Single-point calculations with Ansatz 0.2.0 on unrelaxed cells of CaHBr (space group P4/nmm), using r2SCAN, plane waves and generated PAW datasets. All runs are scalar-relativistic and without spin polarization, with a 500 eV cutoff and Γ-centred k-meshes. Positive pressure means that the cell is compressed.

```csv
cell,volume (Å³/atom),shortest distance at Ca (Å),pressure (GPa),band gap on the mesh (0: none) (eV),k-mesh,largest force (eV/Å),formation energy (eV/atom)
1,18.78,2.426,-0.2,3.85,7x7x4,0.67,-1.499
2,19.22,2.209,1.7,4.38,7x7x4,1.30,-1.490
3,19.40,2.216,1.2,4.37,7x7x4,1.28,-1.492
4,20.34,2.251,-0.7,4.52,7x7x3,1.16,-1.493
5,20.43,2.254,-0.8,4.51,7x7x3,1.15,-1.493
```

## What changes from cell to cell

Cells 2 to 5 are one crystal shape enlarged in steps, with every ion kept at the same fraction of the cell edges. Their pressure falls from 1.7 GPa, a squeezed cell, to −0.8 GPa, a stretched one. Cell 1 has the smallest volume of all, yet it is almost free of pressure. It is not a measured form of CaHBr: its shape and fractional ion positions come from another compound whose elements were swapped, and its volume is an estimate. Cells 2 to 5 are scaled from the measured cell. The ratio of height to width is 1.78 in cell 1, against 2.05 in the others. Its Ca ions also sit farther from the plane of H ions. The question is therefore when volume alone decides the pressure.

## Why expansion lowers the pressure

CaHBr is built of closed-shell ions. Electrostatic attraction pulls them together, and the overlap of their electron shells pushes them apart. The repulsion has the shorter range, so it grows faster when the cell shrinks and fades faster when it expands. Cell 2 lies on the repulsive side of the balance and cell 4 on the attractive side.

The same steep repulsion makes the crystal stiffer as it is squeezed. Let $V$ be the volume per atom, $P$ the pressure and $B=-V\,dP/dV$ the bulk modulus, the resistance to compression. If the modulus grows as $B=B_0+4P$, with the factor 4 assumed as typical of solids, integration gives

$$P=\frac{B_0}{4}\left[\left(\frac{V_0}{V}\right)^4-1\right].$$

Fitted to cells 2 to 5, this law gives a modulus $B_0$ of about 40 GPa and zero pressure at $V_0$ = 20.0 Å³ per atom. It follows the four pressures to a few thousandths of a GPa, about ten times more closely than a constant modulus does. It also gives the energy drop from cell 2 to cell 4, 3.1 meV per atom, although no energies entered the fit. Pressure is minus the slope of the energy against volume, so this agreement checks the numerics of the runs and is no separate proof of the law. The analysis printed below sets it out row by row.

## Why the smallest cell is not under pressure

Extended to the volume of cell 1, which was not in the fit, the law predicts 2.8 GPa. The calculation gives −0.2 GPa. Cell 1 is wider and much flatter than the others, and this crystal does not resist equally in all directions. For the same uniform strain, the stress in the plane changes by 135 GPa per unit strain and the stress along the height by only 99 GPa.

The softness along the height fits the layered structure. Slabs of Ca and H are covered on both sides by Br, and neighbouring slabs meet Br to Br, where the electron density is lowest. Volume removed by flattening the cell therefore costs less pressure than volume removed evenly.

The effect can be estimated without new constants. The pressure is the mean of the stresses along the three axes, and elastic reciprocity lets the two responses above serve for any change of width and height. Against the cell of zero pressure in the fitted series, cell 1 is 2.7 % wider and 10.9 % lower. The strains are the logarithms of these length ratios, 0.027 and 0.1155 in size, so that

$$P\approx-\frac{2(135)(0.027)-99(0.1155)}{3}\ \text{GPa}\approx1.4\ \text{GPa}.$$

For the same volume, the constant-modulus fit, which is linear too, gives 2.6 GPa. At this level shape thus removes a little under half of the pressure that volume alone would suggest. The rest must come from two things that this estimate leaves out: a strain too large for a linear rule, and ions that sit at different places within the cell. The second is large. In cells 2 to 5 Ca sits only 1.1 Å from the plane of H ions and is pushed outward; in cell 1 it sits 1.4 Å away.

The outward push weakens when the cell expands. Reciprocity links this to the pressure: if expansion weakens the push, then moving Ca outward at fixed volume lowers the pressure. A linear estimate from the forces in cells 2 and 5 gives a drop of about 2.5 GPa, more than the 1.6 GPa still to be explained. The shift is too large for a linear rule to be exact, and any shift of Br is left out, so the shares remain rough. Still, relief of the squeezed Ca–H contacts appears to count at least as much as the flatter shape.

In a rock-salt crystal such as CaO this exception could not arise. Cubic symmetry fixes both the shape and the positions of the ions, so volume alone sets the pressure. In CaHBr the ratio of height to width is free, and so are the heights of Ca and Br within the cell.

## Low pressure is not rest

In cells 2 to 5 the largest force pushes Ca away from the plane of H ions, with 1.15 eV/Å even in the largest cell. A pressure near zero does not rule this out, because it tells only how the energy changes when the whole cell is scaled. The modulus of 40 GPa is likewise that of a frozen arrangement, not a material constant. For the same reason, the slightly lower energy of cell 1 does not make its shape the stable one.

## The jump in the band gap

The gap rises by 0.15 eV from cell 3 to cell 4, but expansion is not the reason. In cells 2 and 3 the highest filled state lies at a point of the k-mesh that the coarser mesh of cells 4 and 5 skips, so the gaps of the larger cells come out too wide. Within each pair on one mesh, expansion lowers the gap by about 5 meV.

Cell 1 is a different matter. It shares the mesh of cell 2, yet its gap is 0.53 eV smaller, and its lowest empty state has moved to another k-point. Here the altered structure has changed the electronic states themselves.

The analysis program printed:

```
fit of press on 4 rows (ca > 2): constant -9.882 +/- 0.012, coefficient of xs 9.848 +/- 0.011; rms 0.0018, worst 3 0.00223, leave-one-out rms 0.0037
  rows outside the fit (model, value, miss): 1 2.768, -0.2065, 2.97
fit of press on 4 rows (ca > 2): constant 122.4 +/- 1.4, coefficient of lv -40.86 +/- 0.47; rms 0.0183, worst 3 0.0246, leave-one-out rms 0.0375
  rows outside the fit (model, value, miss): 1 2.578, -0.2065, 2.78
Pressure law and energy from row 2:
  row    c/a  P computed GPa  P law GPa  energy computed meV/atom  energy from law meV/atom
    1  1.779         -0.2065      2.768                    -9.462                     5.931
    2  2.051           1.675      1.673                         0                         0
    3   2.05           1.249      1.251                    -1.648                    -1.638
    4  2.051         -0.6714    -0.6701                    -3.118                    -3.121
    5  2.051         -0.8354     -0.837                    -2.685                    -2.683
bulk modulus at rest with frozen positions, GPa: 39.53
volume of zero pressure with frozen positions, Å³/atom: 19.98
in-plane stress per unit of uniform linear strain, GPa: 135
stress along c per unit of uniform linear strain, GPa: 99.08
row 1 strain in the plane against the rest cell, %: 2.688
row 1 strain along c against the rest cell, %: -11.55
row 1 pressure from first-order elasticity with its shape, GPa: 1.396
energy of row 1 less row 4, meV/atom: -6.343
change of largest force from row 2 to 5, %: -11.54
gap change row 2 to 3 on one mesh, meV: -5.249
gap change row 3 to 4 across the mesh change, meV: 145.7
gap change row 4 to 5 on one mesh, meV: -4.975
gap of row 1 less row 2, eV: -0.5293
```
